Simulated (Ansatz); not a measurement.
# Convergence of ε∞ with the k mesh in zinc-blende BN (LDA, plane waves)

An insulator with a direct Kohn-Sham gap near 9 eV in the LDA has no Fermi surface to resolve, and yet its electronic dielectric constant on a coarse k mesh is off by several per cent. We examine how fast this error dies away in zinc-blende BN, from which side, and which mesh brings it under 1 %. The answer matters wherever computed ε∞ enters a refractive index, a LO-TO splitting or a screening model for a device layer. The calculations are LDA linear response at fixed cell, with only the mesh changed. The error is given as a shortfall against 4.566, the value on the 20×20×20 mesh, so a positive number means that the coarser mesh gives too small an ε∞. It measures sampling alone and not the distance to experiment.

## How the numbers were made

One crystal, BN (zinc-blende) (known phase), relaxed once; then the k mesh alone was changed at fixed cell. The structures stem from cells from the Materials Project (structure alone), directly or through a relaxation at another level; cell and atoms were relaxed at zero pressure at each row's own level, inside the symmetry of the start, with no thermal or zero-point expansion. Program: Ansatz 0.2.0, plane waves, LDA, the program's earlier default PAW potentials, scalar-relativistic without spin-orbit coupling, no spin polarisation. Wave-function cutoff 420 eV (the default for the potentials of each cell); on the k meshes (Γ-centred) the least product of divisions and cell-vector length runs from 10 to 51 Å, relaxations included. Residual pressures at rest stay under 0.01 GPa. Occupations: fixed. Harmonic modes at natural masses come from linear response (density functional perturbation theory), with the acoustic sum rule imposed. ε∞ comes from the response to a homogeneous electric field. Times are rough, from shared x86 server processors. The tabled runs alone: cutoff 420 eV, k length 10 to 41 Å. Warnings of the programs on runs behind the rows: field response mesh resolution (k 4×4×4, k 6×6×6).

Notes on method and selection:

- In a crystal with a gap, sums over a regular mesh converge exponentially, more slowly the smaller the direct gap; from which side depends on how the field is represented on the mesh.
- The densest mesh need not be converged, which bends the last points down.
- Runs that did not converge, have known faults or may not be shown are not listed, and runs on Ansatz's PAW sets soft_1 and soft_2 are kept to separate tables.

Columns:

- k-mesh length (Å): k-mesh length, the least over the axes of divisions times cell-vector length.
- direct gap (eV): least direct Kohn-Sham gap on the mesh.
- shortfall of ε∞: shortfall of ε∞ against its value 4.566 on the densest mesh run (20×20×20).
- ε∞: electronic dielectric constant ε∞, a third of the trace.
- highest mode (cm⁻¹): highest zone-centre mode, no LO-TO term.
- cost (core-s): processor time, shared machines, rough.

## Data

| member | k-mesh length (Å) | direct gap (eV) | shortfall of ε∞ | ε∞ | highest mode (cm⁻¹) | cost (core-s) |
| --- | --- | --- | --- | --- | --- | --- |
| k 4×4×4 | 10.1 | 8.80 | 0.23450 | 4.332 | 1072.6 | 1.3 |
| k 6×6×6 | 15.2 | ? | ? | ? | ? | 2.9 |
| k 8×8×8 | 20.3 | 8.83 | 0.00900 | 4.557 | 1066.8 | 5.5 |
| k 10×10×10 | 25.3 | 8.83 | 0.00170 | 4.565 | 1066.7 | 5.6 |
| k 12×12×12 | 30.4 | 8.83 | 0.00030 | 4.566 | 1066.7 | 8.2 |
| k 14×14×14 | 35.4 | 8.83 | 0.00000 | 4.566 | 1066.7 | 13 |
| k 16×16×16 | 40.5 | 8.83 | 0.00000 | 4.566 | 1066.7 | 17 |

Cells marked ? are withheld until the estimate has been made.

## Interpretation

Every shortfall that differs from zero in the shown rows is positive, so ε∞ rises towards its dense-mesh value from below. The error is 0.2345 on 4×4×4, or 0.2345 / 4.566 = 5.1 %, and 0.0090 on 8×8×8, or 0.20 %. Of the meshes shown, 8×8×8 is therefore the coarsest that meets the 1 % target. From 14×14×14 on, the results agree with the reference to the resolution of the table, which makes the reference itself a sound zero for this purpose.

The fall is close to exponential. Between 8×8×8 and 10×10×10 the shortfall drops by a factor 0.0090 / 0.0017 = 5.3. Between 4×4×4 and 8×8×8 it drops by 0.2345 / 0.0090 = 26, which is 5.1 for each two added divisions. A power law would need an exponent of ln 26 / ln 2 = 4.7 from 4 to 8 divisions and ln 5.3 / ln (10 / 8) = 7.5 from 8 to 10, so no single power describes both.

Theory leads us to expect this form. In a gapped crystal the quantity summed over the zone is smooth and periodic in $k$, and a regular mesh misses only its long-range Fourier components. These decay with the mesh length $L$ as $e^{-L/\xi}$, where $\xi$ reflects how far the electronic response reaches in real space. The interval from 4 to 8 divisions gives $\xi$ = (20.3 − 10.1) / ln 26 = 3.1 Å, a short reach that fits a wide gap. The side of the approach is set by how the field is represented on the mesh, not by the chemistry of BN.

The direct gap does not carry the error. It is 0.03 eV smaller on 4×4×4 than on the denser meshes, and a smaller gap would raise ε∞, whereas ε∞ is too low there. The highest zone-centre mode is also less sensitive: on 4×4×4 it lies 1072.6 − 1066.7 = 5.9 cm⁻¹ above its converged value, about 0.6 %.

## Blind estimate

Plain estimates from the members shown:

- k 6×6×6, straight-line interpolation between k 4×4×4 and k 8×8×8: w = (15.2 − 10.1) / (20.3 − 10.1) = 0.500, so 0.23450 + 0.500 × (0.00900 − 0.23450) = 0.12175

The straight-line estimate of 0.122 for 6×6×6 is too high in principle, because a chord lies above a decaying exponential. The same recipe applied to 10×10×10 from its neighbours at 8 and 12 divisions gives (0.0090 + 0.0003) / 2 = 0.00465, against 0.0017 in the table.

We interpolate the logarithm instead. Since 6 divisions lie midway between 4 and 8, this is the geometric mean, $\sqrt{0.2345 \times 0.0090}$ = 0.0459. Tried on 10×10×10, the route gives $\sqrt{0.0090 \times 0.0003}$ = 0.0016, within the rounding of the smallest entry.

The main risk is that 4×4×4, which like 6×6×6 itself carries a warning about mesh resolution in the field response, lies off the exponential of the denser meshes. Continuing the factor 5.3 back from 8×8×8 gives 0.0090 × 5.3 × 5.3 = 0.253 for 4×4×4, 8 % above the tabled 0.2345. The departure is small, and we apply no shift for it. We take an error of about 6 %, between the misses of these two checks, which is 0.06 × 0.0459 = 0.003.

One per cent of ε∞ is 0.01 × 4.566 = 0.0457, so the estimate puts 6×6×6 right at the limit. For work that must stay within 1 %, we recommend 8×8×8, which costs only a few core-seconds here.

**Committed estimate, k 6×6×6: shortfall of ε∞ = 0.046 ± 0.003.**

## Check

| member | k-mesh length (Å) | direct gap (eV) | shortfall of ε∞ | ε∞ | highest mode (cm⁻¹) | cost (core-s) |
| --- | --- | --- | --- | --- | --- | --- |
| k 6×6×6 | 15.2 | 8.83 | 0.04770 | 4.519 | 1067.3 | 2.9 |

| member | estimate | shortfall of ε∞ | computed | estimate − computed | miss in error bars |
| --- | --- | --- | --- | --- | --- |
| k 6×6×6 | committed | 0.04600 | 0.04770 | −0.00170 | 0.6 |
| k 6×6×6 | interpolation | 0.12175 | 0.04770 | +0.07405 |  |

The estimate of 0.046 ± 0.003 lies 0.0017 below the computed 0.0477, inside its error bar. The straight line missed by 0.074, more than the whole shortfall it was meant to give.

Interpolating the logarithm was the right choice. The small miss comes from the 4×4×4 end point, which lies somewhat below the exponential of the denser meshes and pulled the geometric mean down. The factor 5.3 found between 8×8×8 and 10×10×10, applied once backwards, would have given 0.0090 × 5.3 = 0.0477. We had used that factor only as a check on 4×4×4.

The new row also shows where the error sits. On 6×6×6 the direct gap already has its dense-mesh value of 8.83 eV and the highest mode is within 0.6 cm⁻¹ of its limit, yet ε∞ is still 0.0477 / 4.566 = 1.04 % too small. The slow part is therefore the response to the electric field, not the ground state.

## Members off the line

No mesh stands out strongly. The largest relative departure among the well-resolved shortfalls is that of 4×4×4, where the factor 5.3 carried back from 6×6×6 gives 0.0477 × 5.3 = 0.253 and the table has 0.2345, about 7 % less. A single exponential is the law for long meshes, and at 10.1 Å further terms of the sampling error, including a ground state that is not yet converged, probably still count.

## Computational cost

Going from 4×4×4 to 8×8×8 raises the cost from 1.3 to 5.5 core-seconds and cuts the shortfall from 5.1 % to 0.20 % of ε∞. Going on to 16×16×16 costs 17 core-seconds, about three times as much as 8×8×8, and can remove only that last 0.20 %. The 10×10×10 run took practically the same time as 8×8×8 and leaves 0.0017 / 4.566 = 0.04 %, so it is a reasonable default for this two-atom cell. At these prices there is no reason to accept the 6×6×6 mesh, which just misses the 1 % target.

## Conclusions and limits

ε∞ approaches its dense-mesh value from below, and its shortfall drops about fivefold for every two added divisions, from 4×4×4 to 12×12×12; beyond that it is under the table's resolution. Within this range, interpolating the logarithm between neighbouring meshes gives a missing shortfall to roughly 5 %.

The coarsest tabled mesh within 1 % is 8×8×8, a length of 20.3 Å. For the refractive index, $n = \sqrt{\varepsilon_\infty}$, the 6×6×6 mesh gives √4.519 = 2.126 against √4.566 = 2.137, which is 0.011 too low; on 8×8×8 the deficit is 0.002.

The functional sets a separate limit. LDA usually makes ε∞ too large by a few per cent, far more than the mesh error at 8×8×8. Since a coarse mesh errs the other way, it can hide part of the LDA error and make agreement with experiment look better than it is.
